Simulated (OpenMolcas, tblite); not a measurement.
**CH5BN (SMILES B[N]C): the vertical energy of the quartet above the doublet, rung by rung**

The species is CH5BN (8 atoms), meant as a doublet with charge 0. As SMILES, `B[N]C`. Geometry: relaxed at PBE0-D4/def2-TZVP.

Each level gives the vertical energy of the quartet above the doublet (eV). The values are calculated.

| level | kind | program | value (eV) | CPU time (all runs) |
| --- | --- | --- | --- | --- |
| GFN1-xTB | semi-empirical | tblite | 5.71 | under 2 s |
| UHF/def2-SVPD | Hartree–Fock | OpenMolcas | 4.93 | 32 s |
| USVWN5/def2-SVPD | LDA | OpenMolcas | 5.38 | 97 s |
| UPBE/def2-SVPD | GGA | OpenMolcas | 5.26 | 2.6 min |
| U-r2SCAN/def2-SVPD | meta-GGA | OpenMolcas | 5.15 | 4 min |
| UTPSS/def2-SVPD | meta-GGA | OpenMolcas | 5.28 | 4.2 min |
| UBHLYP/def2-SVPD | global hybrid | OpenMolcas | 5.46 | 2.6 min |
| UPBE0/def2-SVPD | global hybrid | OpenMolcas | 5.29 | 2.5 min |

The values span 4.93 to 5.71 eV. Times are those of the runs behind each value, whatever else they computed, on shared processors of several kinds: orders of magnitude only.

Every level puts the quartet well above the doublet, so the spin ordering of these two states at this geometry is not in doubt. The connectivity is that of a borylaminyl radical, H2B–N–CH3, an analogue of a substituted vinyl radical. The nitrogen lone pair can donate into the empty boron p orbital, leaving the unpaired electron largely in an in-plane nitrogen orbital. Reaching the quartet means uncoupling an electron pair, probably that of the B–N π bond, and promoting one electron into an antibonding orbital, a cost that the gain in exchange energy does not repay.

Hartree–Fock gives the smallest gap, probably because it omits the correlation that favours the more fully paired doublet. Exact exchange alone does not set the trend: the gap hardly changes from PBE (5.26 eV) to PBE0 (5.29 eV), and BHLYP lies higher still. Relaxing the quartet, plausibly by B–N stretching and twisting, would lower its energy, so the vertical values do not give the adiabatic separation.
